A larger basis set gives the electrons more freedom, so the magnetisability of the tetrahedral ion $\mathrm{AlH_4^-}$ might be supposed to settle in small, orderly steps while the total energy falls. The rows do something else. Two basis sets stand well apart from the rest, and among the other B3LYP rows the order bears no relation to the energy.

PySCF 2.14.0, non-relativistic Kohn-Sham DFT with GIAOs and density fitting, for singlet $\mathrm{AlH_4^-}$ in the gas phase at one PBE0-D3(BJ)/def2-SVP geometry, without vibrational averaging. Levels are given as functional/basis set. The anisotropy is the root of half the summed squared differences of the principal values.

| level | magnetisability (1e-30 J/T^2) | magnetisability anisotropy (1e-30 J/T^2) | susceptibility (1e-6 cm^3/mol) |
| --- | --- | --- | --- |
| B3LYP/6-31G | -511.8 | 0.10000 | -30.82 |
| B3LYP/pcSseg-0 | -503.0 | 0.10000 | -30.29 |
| B3LYP/aug-pcSseg-1 | -463.6 | 0.10000 | -27.92 |
| B3LYP/aug-cc-pVTZ | -459.0 | 0.10000 | -27.64 |
| B3LYP/pcseg-1 | -457.6 | 0.10000 | -27.56 |
| PBE0/aug-pcSseg-2 | -456.7 | 0.10000 | -27.50 |
| B3LYP/cc-pVTZ | -452.9 | 0.10000 | -27.27 |
| B3LYP/pcSseg-3 | -449.1 | 0.10000 | -27.05 |
| LC-wPBE/aug-pcSseg-2 | -446.8 | 0.10000 | -26.91 |
| B3LYP/IGLO-II | -443.2 | 0.10000 | -26.69 |

The magnetisability is the response of one ion to a magnetic field, and the susceptibility is the same quantity per mole. All susceptibilities below, and the parts into which they are split, are in $10^{-6}\ \mathrm{cm^3/mol}$. A more negative value means stronger diamagnetism. In a perfect tetrahedron the response is equal along every axis, so the small anisotropy in each row only reflects a slightly imperfect geometry.

**The first two rows: the break**

The rows 6-31G and pcSseg-0 have susceptibilities near −31 and −30, while every other row lies between about −28 and −27. These two sets share one feature: they have no polarisation functions, which means no d functions on aluminium and no p functions on hydrogen. To see why that matters so much, it helps to split the susceptibility into two parts.

The diamagnetic part measures how far the electron cloud extends from the centre of the ion. If the cloud could not adjust to the field at all, this part would be the whole answer, about −77. The field also mixes empty orbitals into the occupied ones, and this adjustment gives a positive, paramagnetic part of about 50. The susceptibility is what survives the cancellation, so a modest error in the adjustment becomes a noticeable error in the total.

In both unpolarised sets the excess diamagnetism comes from the paramagnetic part. Compared with pcSseg-3, the B3LYP set with the lowest energy, that part is too small by 6.1 in 6-31G and by 3.8 in pcSseg-0. The set pcSseg-3 is only a working reference: it has no added diffuse functions, and its own remaining error was not tested. Their diamagnetic parts are weaker than in pcSseg-3, not stronger. The two rows therefore look too diamagnetic because the cloud adjusts too little, not because it is too large.

**The next rows: why a constant is the right yardstick**

To size the break, a smooth model is needed for the sets that do have polarisation functions. A limiting case supplies it. Imagine one electron in a spherical cloud around each hydrogen nucleus, at a distance $R$ from aluminium. With $\langle s^2\rangle$ for the mean squared radius of the cloud about its own hydrogen, the two parts for each electron are

$$\chi_{\mathrm{dia}}=-c\,(\langle s^2\rangle+R^2),\qquad \chi_{\mathrm{para}}=+c\,R^2 .$$

The constant $c$ is about 2.8 for distances in ångström. The distance $R$ drops out of the sum, as it must, because a spherical cloud has the same total susceptibility wherever the origin is placed.

The size of the cancelling term is easily worked out. The calculated Al–H distance is about 1.65 Å, so four hydrogens give $4\times1.65^2\approx10.9$ Å², and multiplying by 2.8 gives about 31. Moving a tenth of an electron from aluminium to each hydrogen would therefore strengthen the diamagnetic part by about 3 and raise the paramagnetic part by the same amount. As long as the moved charge keeps its own size, the total stays where it was.

Basis sets that distribute the charge somewhat differently should thus disagree about the parts more than about the total. The pair cc-pVTZ and aug-cc-pVTZ shows this. Adding diffuse functions strengthens the diamagnetic part by 1.6, but the paramagnetic part grows by 1.2, so about three quarters of the change cancels. The model would read this as charge shifted towards hydrogen, with a remainder from a cloud that has itself become larger. That reading is not tested here: the added functions also give the field more empty orbitals to mix in, which can raise the paramagnetic part without any shift of charge.

The model fitted is therefore a single constant for the six polarised B3LYP sets, and it comes out at −27.4 with a root-mean-square scatter of 0.4. Letting the total follow the diamagnetic part with a free slope predicts left-out rows no better, as the output printed after this text shows. The six sets also approximate the same exact B3LYP answer, so some agreement is expected in any case. The separate parts show that the differences compensate, but not that shifted charge is the reason.

Against this constant, 6-31G is too diamagnetic by 3.5, or 13% of the model value, and pcSseg-0 by 2.9, or 11%. Neither row took part in the fit, because both lack functions that the response needs. Their deviations are more than four times the worst one among the fitted rows, which is 0.67.

**The cause: directions the electrons cannot take**

A magnetic field acts on the electrons through their angular momentum: it tries to set them circulating. In a tetrahedral ion, symmetry decides which empty orbitals can take part. The valence orbitals belong to two symmetry types, called $a_1$ and $t_2$. The field couples $a_1$ only to empty orbitals of type $t_1$, and it couples $t_2$ to types $a_2$, $e$ and $t_1$ as well as to other $t_2$ orbitals.

The s and p functions on aluminium and the s functions on hydrogen can form only $a_1$ and $t_2$ orbitals. An unpolarised set therefore has no $a_2$, $e$ or $t_1$ orbitals to offer, and those routes are closed. Aluminium d functions supply type $e$, and hydrogen p functions supply both $e$ and $t_1$. Type $a_2$ needs at least f functions on hydrogen, so it plays no part in the difference between the unpolarised sets and the small polarised ones. With the routes open, the paramagnetic part grows and the total becomes less negative.

The loss is limited because the calculation uses orbitals that carry a field-dependent phase. For a spherical cloud on hydrogen, this phase builds in the cancellation of the limiting case, even in a small basis. What an unpolarised set cannot describe well is the response of charge that bonding has pulled out of spherical shape. The built-in cancellation, together with the open route from $t_2$ to other $t_2$ orbitals, lets 6-31G still reach a paramagnetic part of 44.

The step from 6-31G to pcseg-1 agrees with this account. Both are small sets, but pcseg-1 has polarisation functions. The diamagnetic part changes by only −0.5, while the paramagnetic part rises by 3.7. Symmetry proves that the routes are closed in 6-31G, but it does not say how much they contribute. The two sets also differ in their other functions, so this pair supports polarisation functions as the main cause without isolating their share.

A generally poor basis is a less convincing explanation. The energy of pcSseg-0 lies 0.24 hartree above that of 6-31G, yet its break is the smaller one. Total energy is dominated by the aluminium core, whose electrons stay close to the nucleus and contribute little to the magnetisability. A low energy is therefore a weak guide to this property, and among the six polarised sets the two are practically uncorrelated in rank.

**Further down: good totals from imperfect parts**

In the rest of the table a good total can hide two errors. The pcseg-1 susceptibility differs from that of pcSseg-3 by only 0.5, although its diamagnetic part is too weak by 1.9 and its paramagnetic part too small by 2.4. A user who needs only the total may accept this. A user who needs the paramagnetic part itself, which also governs the electronic share of the magnetic moment of the rotating ion, should not.

The last row, IGLO-II, has the least negative susceptibility, but not because its electrons respond most strongly. Its paramagnetic part is 1.0 smaller than that of pcSseg-3. Its diamagnetic part is weaker by 1.4, which means a more compact cloud, and this outweighs the weaker response. Being at the end of the table is thus no sign of being closest to the exact result.

The two rows with other functionals, PBE0 and LC-wPBE, share one polarised basis and can be compared directly with each other. Going from PBE0 to LC-wPBE makes the susceptibility less negative by 0.6. That is about half the spread of 1.2 among the polarised B3LYP sets, and far less than the error of leaving out polarisation functions. For this ion, the first decision is therefore to include those functions; the choice between these two functionals matters only after that.

The analysis program printed:

```
Parts of the susceptibility and differences from B3LYP/pcSseg-3 (1e-6 cm^3/mol):
                   row  diamagnetic  paramagnetic  electrons_per_H  dia_diff  para_diff  total_diff
           B3LYP/6-31G       -74.95         44.13             1.43     2.363     -6.133       -3.77
        B3LYP/pcSseg-0        -76.7         46.41            1.504     0.609     -3.849       -3.24
    B3LYP/aug-pcSseg-1       -77.58         49.66            1.609    -0.267     -0.603       -0.87
     B3LYP/aug-cc-pVTZ       -77.48         49.84            1.615    -0.168     -0.422       -0.59
         B3LYP/pcseg-1       -75.44         47.88            1.551     1.874     -2.384       -0.51
     PBE0/aug-pcSseg-2       -76.98         49.48            1.603     0.333     -0.783       -0.45
         B3LYP/cc-pVTZ       -75.89         48.62            1.575     1.421     -1.641       -0.22
        B3LYP/pcSseg-3       -77.31         50.26            1.629         0          0           0
  LC-wPBE/aug-pcSseg-2       -76.56         49.65            1.609     0.751     -0.611        0.14
         B3LYP/IGLO-II       -75.96         49.27            1.596     1.351     -0.991        0.36
fit of susceptibility on 6 rows (good): constant -27.36 +/- 0.18; rms 0.405, worst B3LYP/IGLO-II -0.665, leave-one-out rms 0.486
  rows outside the fit (model, value, miss): B3LYP/6-31G -27.36, -30.82, 3.46; B3LYP/pcSseg-0 -27.36, -30.29, 2.93; PBE0/aug-pcSseg-2 -27.36, -27.5, 0.145; LC-wPBE/aug-pcSseg-2 -27.36, -26.91, -0.445
fit of susceptibility on 6 rows (good): constant -13.16 +/- 16, coefficient of dia 0.1853 +/- 0.21; rms 0.372, worst B3LYP/IGLO-II -0.545, leave-one-out rms 0.572
  rows outside the fit (model, value, miss): B3LYP/6-31G -27.05, -30.82, 3.77; B3LYP/pcSseg-0 -27.37, -30.29, 2.92; PBE0/aug-pcSseg-2 -27.42, -27.5, 0.0767; LC-wPBE/aug-pcSseg-2 -27.35, -26.91, -0.436
6-31G, excess diamagnetism over the constant model (%): 12.67
pcSseg-0, excess diamagnetism over the constant model (%): 10.73
Spread of the six polarised B3LYP sets (1e-6 cm^3/mol): 1.23
6-31G to pcseg-1, change of diamagnetic part (1e-6 cm^3/mol): -0.489
6-31G to pcseg-1, change of paramagnetic part (1e-6 cm^3/mol): 3.749
cc-pVTZ to aug-cc-pVTZ, change of diamagnetic part (1e-6 cm^3/mol): -1.589
cc-pVTZ to aug-cc-pVTZ, change of paramagnetic part (1e-6 cm^3/mol): 1.219
PBE0 to LC-wPBE, change of susceptibility (1e-6 cm^3/mol): 0.59
Energy of pcSseg-0 above 6-31G (hartree): 0.2412
Rank correlation of energy and susceptibility, polarised B3LYP sets: -0.02857
```
